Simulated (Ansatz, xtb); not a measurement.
Relative energy of two isomers of C4H9GeN

Structure a is `C[C@@H](C#N)[CH2][GeH3]`, a singlet and structure b is `N#CCC[CH2][GeH3]`, a singlet. Both are isolated molecules in the gas phase, relaxed with PBE0-D3(BJ)/def2-SVP; each stands in its lowest conformer found.

Quicker runs give these differences E(b) − E(a): GFN2-xTB +0.64 kcal/mol; HF/STO-3G +1.15 kcal/mol (at GFN2-xTB geometries); r2SCAN-D4/def2-SVP −0.02 kcal/mol (at GFN2-xTB geometries).

Which of the two would you expect CCSD(T)/def2-SVP + ΔMP2/def2-TZVPP electronic energies to favour?

CCSD(T)/def2-SVP + ΔMP2/def2-TZVPP gives E(b) − E(a) = +0.54 kcal/mol, slightly favouring structure a, which is too small a margin to settle the true order.

How the difference moves with the method:

| level | geometry | E(b) − E(a) (kcal/mol) | departure from the last row (kcal/mol) | job, with rough time for the two |
| --- | --- | --- | --- | --- |
| GFN2-xTB | GFN2-xTB | +0.64 | +0.10 | optimisation, 0.24 s |
| HF/STO-3G | GFN2-xTB | +1.15 | +0.61 | single point, 0.72 s |
| r2SCAN-D4/def2-SVP | GFN2-xTB | −0.02 | −0.56 | single point, 7.8 s |
| PBE0-D3(BJ)/def2-SVP | PBE0-D3(BJ)/def2-SVP | −0.43 | −0.97 | optimisation, 94 s |
| HF/def2-SVP | PBE0-D3(BJ)/def2-SVP | +0.06 | −0.48 | part of the CCSD(T) run |
| MP2/def2-SVP | PBE0-D3(BJ)/def2-SVP | +0.68 | +0.14 | part of the CCSD(T) run |
| CCSD(T)/def2-SVP | PBE0-D3(BJ)/def2-SVP | +0.59 | +0.06 | single point |
| CCSD(T)/def2-SVP + ΔMP2/def2-TZVPP | PBE0-D3(BJ)/def2-SVP | +0.54 |  | single point, 2.8 min |

As drawn, both hold the same kinds of bond in the same numbers. Structure a has 1 methyl group, b 0.

The largest departure from CCSD(T)/def2-SVP + ΔMP2/def2-TZVPP is that of PBE0-D3(BJ)/def2-SVP, 0.97 kcal/mol. The last row adds to CCSD(T) the change of the MP2 difference between the two basis sets, here −0.06 kcal/mol.

With thermal terms from frequencies at re-optimised GFN2-xTB minima (ideal gas, soft modes damped towards free rotors, one conformer each, 298.15 K, 1 atm): on the last row, ΔE + ΔZPE = +0.82, ΔH = +0.63, ΔG = +1.01 kcal/mol.

The correlated steps freeze 14 core orbitals; the filled d shell of Ge is correlated, in a basis made for valence electrons. Mirror images aren't counted in ΔG. Run with Ansatz 0.2.0, xtb 6.7.1; the last row on 2 threads of Arm Neoverse V1 on a shared host.

The two isomers are nearly degenerate, as expected when moving the nitrile from the end of the chain to an inner carbon leaves the bond types unchanged. At the same geometries and in the same basis, Hartree–Fock barely separates them (+0.06 kcal/mol), while MP2 and CCSD(T) give +0.68 and +0.59 kcal/mol. The small preference for the branched isomer therefore comes almost wholly from electron correlation. This fits the familiar stabilisation of branched skeletons by attraction between groups separated by two bonds, which the two density functionals perhaps underestimate at medium range. The larger Hartree–Fock preference in the minimal basis is no counterexample, since it fades in the larger basis.

The thermal terms also lean towards the branched form, but the free-energy difference of +1.01 kcal/mol doesn't establish the equilibrium ratio. The linear chain has an additional skeletal torsion that can generate distinct conformers, so a full conformational average would probably shift the balance back towards it.
